**Question: Why does the k-mesh error of a metal change sign, and why is the pressure right before the energy is?**

I ran one AlNi cell on five k meshes and compared each run with a 10x10x10 mesh. The atoms never move. From 1x1x1 to 4x4x4 the energy error shrinks by a factor of almost three at each step, which looked like orderly convergence. Then 6x6x6 overshoots to the other side, with an error nearly as large as before.

AlNi (2-atom cell, fixed atoms) in Ansatz 0.2.0: scalar-relativistic PBEsol without spin polarisation, PAW set soft_2, plane-wave cutoff 420 eV, Gaussian smearing of 0.1 eV. The k meshes are Gamma-centred, and the reference mesh is 10x10x10. Energies are taken to zero smearing, and pressure is positive in compression.

| k mesh | energy less reference (meV per atom) | pressure less reference (GPa) | largest force change (eV/Å) | pressure (GPa) |
| --- | --- | --- | --- | --- |
| 1x1x1 | 53.53 | -3.865 | 0.220 | -6.976 |
| 2x2x2 | 19.43 | 2.738 | 0.073 | -0.373 |
| 4x4x4 | 7.07 | -0.006 | 0.002 | -3.117 |
| 6x6x6 | -5.95 | -0.183 | 0.003 | -3.294 |
| 8x8x6 | -1.13 | -0.121 | 0.001 | -3.232 |

The pressure seems perfect at 4x4x4 and gets worse on denser meshes, while the forces are settled by then. Is something wrong with the 6x6x6 run? And which column should I trust when I choose a mesh?

**Answer**

Nothing in these results marks the 6x6x6 run as faulty. A metal has bands that are filled only up to the Fermi level, and a k mesh sees those bands as a set of separate levels. Whether a given mesh places many or few of them near the Fermi level depends on how its points happen to fall. That changes from mesh to mesh, and the energy error changes sign with it.

To see why, imagine a bunch of levels sitting right at the Fermi level, half of them filled. Now spread the bunch out evenly, as the true continuous band would be. The levels that move down are filled and the levels that move up stay empty, so the total energy falls. A mesh that bunches levels at the Fermi level therefore gives too high an energy, and a mesh that leaves a sparse stretch there gives too low an energy. The same shell effect makes atoms and clusters with closed shells especially stable.

The runs let us check this, because the smearing leaves a trace. Only levels close to the Fermi level are partly filled, and only those contribute to the electronic entropy term TS. For Gaussian smearing of width w, the density of levels at the Fermi level, seen with that resolution, is g = 2TS/w². The levels in g are counted per eV and per cell, with both spins.

The reference mesh gives g = 1.2. The 2x2x2 and 4x4x4 meshes find more than that, and their energies are too high. The 6x6x6 and 8x8x6 meshes find less, and their energies are too low. The 1x1x1 mesh shows the same pair of signs, but it is a special case and doesn't count as support, as explained below.

The numbers involved are small enough to make such swings unsurprising. Expressed as half-filled levels, the 4x4x4 mesh finds about 11 where the reference density would give 7. The 6x6x6 mesh finds about 15 where 23 are due. A handful of levels more or less is enough to change the density at the Fermi level that much. The energy error also depends on levels somewhat further away, which this count does not see.

Theory supports the link in three steps. For a small error, the energy at a fixed number of electrons is off by as much as the grand potential at a fixed Fermi level. The level density is minus the second derivative of the grand potential with respect to the Fermi level. If the mesh error oscillates like a cosine as the Fermi level moves, that second derivative reverses its sign once and the minus reverses it back, so the errors in energy and in level density share a sign.

The simplest model makes the two errors proportional: ΔF = c Δg. Here ΔF is the error in free energy and Δg the excess level density, both relative to the reference. I used the free energy because the tabulated energy, taken to zero smearing, is the free energy plus half of TS, which would favour a link with TS from the start. A fit to the four meshes from 2x2x2 on gives c of about 12 meV per atom for one extra level per eV and cell.

Take 4x4x4, the worst-fitted of those four rows, as an example. Its entropy term is 0.0094 eV, so g = 2 × 0.0094/0.1² = 1.9, an excess of about 0.7 over the reference. Multiplied by c, this predicts an error of about 8 meV per atom, and the calculation gives 6.

The model is better at signs than at sizes. A single cosine would make c shrink steadily as the mesh gets denser, but the separate rows show no such regular decrease. A fit to the shift of the Fermi level matches the same four rows somewhat more closely, so the fits alone don't single out the level density. With so few meshes, the agreement supports the picture without proving it.

The 1x1x1 row is a case of its own. The cell has 21 electrons, each level holds two, and there is only one k point, so one level must be half filled. The Fermi level is pinned to it, 2.3 eV above the reference value. The fitted constant would overestimate the error about threefold, and even the sign of the error is luck. The stress along the long axis is off by 110 GPa here. To first order, stretching the cell by 1% along that axis should therefore lower the free-energy error by about 80 meV per atom, enough to make it negative, while the level would stay half filled. So the even shrinking of the energy error from 1x1x1 to 4x4x4 was never a sign of orderly convergence.

The pressure at 4x4x4 is right by cancellation. Pressure is the average of the stresses along the three axes, and at this mesh the stress along the long axis is off by −3.4 GPa while the other two are off by +0.8 and +2.6 GPa. Stress measures how the energy changes when the cell is stretched, so it can be wrong even where the energy error passes through zero. From 6x6x6 to 8x8x6 the energy improves but the stress along the long axis gets worse. The six divisions along that axis can't explain this alone, since both meshes have them. The stress along the first axis gets worse too, although its divisions rise from six to eight. Like the energy error, a stress error can swing from mesh to mesh, so a small value on one mesh doesn't show that it has settled.

The forces have a protection that the stresses lack. If the Ni atom sat exactly midway between its Al neighbours, symmetry would make every force zero on any of these meshes, however coarse. Only the small displacement of the atoms from such positions leaves room for a mesh error. From 4x4x4 on, that error is about 1% or less of the largest force component. The symmetry argument limits the error in eV/Å, but the forces themselves shrink with the displacement too. So it doesn't explain why the error is such a small part of the force, or why four divisions are enough.

So don't let one column vouch for another. Settled forces tell you that the forces are settled, and a good pressure should be believed only after you have looked at the separate stresses. For the energy, compare the energy itself on several meshes, and TS along with it: if TS still moves, the mesh is still sampling the Fermi level unevenly. Here the level density at 8x8x6 is still 17% below that of the reference, so the reference itself needs a check, with a denser mesh or a shifted one of the same size. The printed analysis below gives the level counts, the stresses and both fits.

Numerical output:

```
Levels at the Fermi energy and free-energy error:
    row  levels per eV and cell  excess over reference  half-filled levels found  number due from reference  free-energy error meV per atom  error per excess density
  1x1x1                   11.28                  10.07                         1                     0.1079                           40.95                     4.068
  2x2x2                   2.642                  1.424                     1.873                     0.8632                           17.65                     12.39
  4x4x4                   1.878                 0.6602                     10.65                      6.905                           6.245                     9.459
  6x6x6                  0.7705                 -0.447                     14.75                      23.31                          -5.391                     12.06
  8x8x6                   1.014                -0.2038                     34.49                      41.43                         -0.8752                     4.294
Stress errors in GPa and other shifts:
    row       xx       yy      zz       xy  force error in % of largest reference component  Fermi level shift eV
  1x1x1      -62   -59.51   109.9  -0.2184                                            75.38                 2.309
  2x2x2    7.524    6.361  -5.672  0.04008                                            25.01               -0.3776
  4x4x4   0.7722    2.639  -3.429  -0.2765                                           0.6853               -0.1208
  6x6x6  -0.1285  -0.7135  0.2943  -0.9751                                            1.028               0.09312
  8x8x6  -0.8545  -0.6931   1.184   0.2553                                           0.3426               0.03325
fit of dfree on 4 rows (npts > 1): coefficient of ddens 11.77 +/- 0.82; rms 1.17, worst 4x4x4 1.53, leave-one-out rms 2.13
  rows outside the fit (model, value, miss): 1x1x1 118.5, 40.95, 77.5
fit of dfree on 4 rows (npts > 1): coefficient of dmu -47.62 +/- 1.9; rms 0.665, worst 6x6x6 0.957, leave-one-out rms 1.32
  rows outside the fit (model, value, miss): 1x1x1 -109.9, 40.95, -151
Level density at the Fermi energy in the reference, levels per eV and cell: 1.217
Entropy term of one half-filled level, eV: 0.05642
Share of the entropy correction in the 1x1x1 energy error, %: 23.51
Energy error 1x1x1 over 2x2x2: 2.755
Energy error 2x2x2 over 4x4x4: 2.748
Energy change from 4x4x4 to 6x6x6, meV per atom: -13.02
Level density error at 8x8x6, %: -16.74
Rank correlation of free-energy error and excess level density, five rows: 1
```
